**Q:** I want to know how much a crystal of SnSe in the rocksalt structure shrinks when I press on it with a few gigapascals. I have calculated volumes in front of me, but I would like to get such numbers with pencil and paper. What should I picture first?

Rocksalt SnSe (2-atom cell), with cell and atoms relaxed at each target pressure and the symmetry kept, using Ansatz 0.2.0 (density functional theory, LDA, scalar-relativistic plane-wave PAW, no spin polarisation, cutoff 420 eV, k mesh 8×8×8, fixed occupations). Volume changes are relative to the starting cell (conventional a = 5.893 Å, 25.58 Å³ an atom).

```
pressure (GPa)  volume per atom (Å³)  volume change (%)
            -1                 26.03               1.78
             1                 25.18              -1.54
             2                 24.80              -3.03
             3                 24.45              -4.38
             4                 24.13              -5.64
```

**A:** Picture a single distance. Every tin atom has six selenium neighbours at the same spacing, and the cubic symmetry is kept in all rows, so the crystal can only shrink by shortening all these contacts together. The volume per atom is the cube of that distance. Between −1 GPa, which is a pull from all sides, and 4 GPa, the distance falls from 2.96 to 2.89 Å.

Now think of the two extremes. Atoms pulled far apart hardly hold each other, and the crystal is soft. Atoms pushed close together repel ever more steeply as their electron clouds overlap, and the crystal is hard. Pressure moves the crystal from the soft side towards the hard side, so each further gigapascal should remove less volume than the one before.

**Q:** Does the table show that?

**A:** It shows the stiffening. The first gigapascal of compression takes away 1.54 % of the volume, while the step from 3 to 4 GPa takes only $5.64-4.38=1.26$ %. That steepening repulsion is the reason is an argument from general theory; volumes alone can't prove it.

**Q:** How do I turn the picture into a formula?

**A:** Start with the limit of very small pressure. There the relative volume change is $-P/B_0$, where $P$ is the pressure and $B_0$ the bulk modulus, the resistance to uniform compression at zero pressure. Next, let the modulus grow with pressure as $B=B_0+B'P$. The number $B'$ says how many gigapascals of stiffness each gigapascal of pressure adds, and for many solids it is roughly 4.

The definition $B=-V\,dP/dV$ can then be integrated. This gives the Murnaghan equation, with $V_0$ the volume at zero pressure:

$$\frac{V}{V_0}=\left(1+\frac{B'P}{B_0}\right)^{-1/B'}$$

For small $x=P/B_0$ the relative change is $-x+\tfrac{1}{2}(1+B')x^2$. With $B'=4$ the factor in front of $x^2$ is 2.5, and to the same order the expression equals $-x/(1+2.5x)$. In per cent, the rule of thumb is

$$\text{volume change}\approx-\frac{100\,P}{B_0+2.5\,P}$$

**Q:** What does the 2.5 stand for?

**A:** It has two parts. A share of 0.5 comes from geometry: each new gigapascal removes a fraction of a volume that has already shrunk. The remaining 2 comes from the stiffening itself, which is therefore the main reason why a straight line fails.

**Q:** And where do I get $B_0$?

**A:** From one small pull and one equally small push. The curvature shifts both volumes upwards by nearly the same amount, so it drops out of their difference. Here the volume changes by $1.78+1.54=3.32$ % over 2 GPa, which gives $B_0\approx2/0.0332\approx60$ GPa.

**Q:** Please work a row that you haven't used.

**A:** Take 4 GPa. The denominator is $60+2.5\times4=70$, so the change is $-400/70=-5.7$ %. The starting cell has 25.58 Å³ an atom, and $25.58\times(1-0.057)$ is 24.1 Å³. The table has −5.64 % and 24.13 Å³.

For 2 GPa the denominator is 65 and the change is $-200/65=-3.08$ %, against −3.03 % in the table. Neither row helped to set $B_0$, so both test the rule.

**Q:** Would a straight line have done as well?

**A:** At 1 GPa, nearly. At 4 GPa it gives $-400/60=-6.7$ %, a full percentage point too much contraction. The rule shows when this matters: the straight line overshoots the rule by the fraction $2.5\,P/B_0$, which is about 4 % of the change at 1 GPa and 17 % at 4 GPa. Against the table the overshoot at 1 GPa is nearer 8 %, partly because that run stopped a little short of 1 GPa. What counts is the pressure measured against the stiffness of the crystal, so a softer solid leaves the straight line sooner.

**Q:** How accurate is the rule over the whole table?

**A:** It stays within 0.08 percentage points of the volume change in every row, which is less than 0.1 % of the volume itself. The volume it gives is slightly too small each time. Part of that comes from the pressures: the relaxations stopped up to 0.02 GPa away from their targets, and the starting cell was itself compressed by about 0.009 GPa. With the pressures actually reached, counted from that of the starting cell, the largest miss falls to 0.04 points.

**Q:** You took $B'=4$ as a common value. Couldn't I read it from the rows at −1 and 1 GPa as well?

**A:** That is a trap. The curvature sits in the small amount by which the expansion exceeds the contraction, $1.78-1.54=0.24$ points. The rule expects only 0.14 points at exactly ±1 GPa, and the small errors in pressure supply most of the rest. Taken at face value, these two rows would give a $B'$ near 8.

A sounder test uses all five rows. Divide each pressure actually reached, again counted from that of the starting cell, by the relative contraction. If the rule holds, these ratios lie on a straight line that starts at $B_0$ and rises by 2.5 GPa per gigapascal. A least-squares line starts at 60 GPa and rises by 2.6, so the common value is good enough for this range. The slope lies a little above 2.5, and under compression the rule still shrinks the crystal slightly too much, more so at 3 and 4 GPa than at 1 GPa, as expected if $B'$ is somewhat larger than 4.

**Q:** How far beyond 4 GPa may I go?

**A:** The table can't test that, but the formula warns you itself. At enormous pressure the rule tends to $-100/2.5=-40$ %, as if the crystal could never be squeezed further, and no physics sets such a floor. The Murnaghan equation with the same constants has no such floor. The two differ by 0.2 percentage points at 10 GPa and by 1.8 at 30 GPa, so by then the choice of formula matters. Neither of them knows about a change of crystal structure, which can make the volume jump or change the stiffness.

**Q:** May I use 60 GPa for the SnSe in my press?

**A:** Not if it is the ordinary material. At room conditions SnSe is layered, with weak contacts between the layers that give way more easily than the bonds within them. The value of 60 GPa belongs to the rocksalt form, held cubic in the calculation whether or not it would prefer to distort. Even for that form, LDA usually makes crystals somewhat too small and too stiff, and the PAW datasets used here were made for another functional, PBE. The calculation also leaves out temperature and zero-point motion, which usually soften a crystal a little. The filling of the bands was fixed, which suits a crystal with a gap, and on the k mesh all five runs have one, of 0.69 to 0.75 eV. That a band crossing between the k points can be missed is a caution from the data makers' tests on other systems, not a warning from these runs; whether it matters for the volumes here is not tested. For your own sample, keep the form of the rule and take $B_0$ from a measured compression at low pressure; whether 2.5 also suits the layered crystal is not tested here.
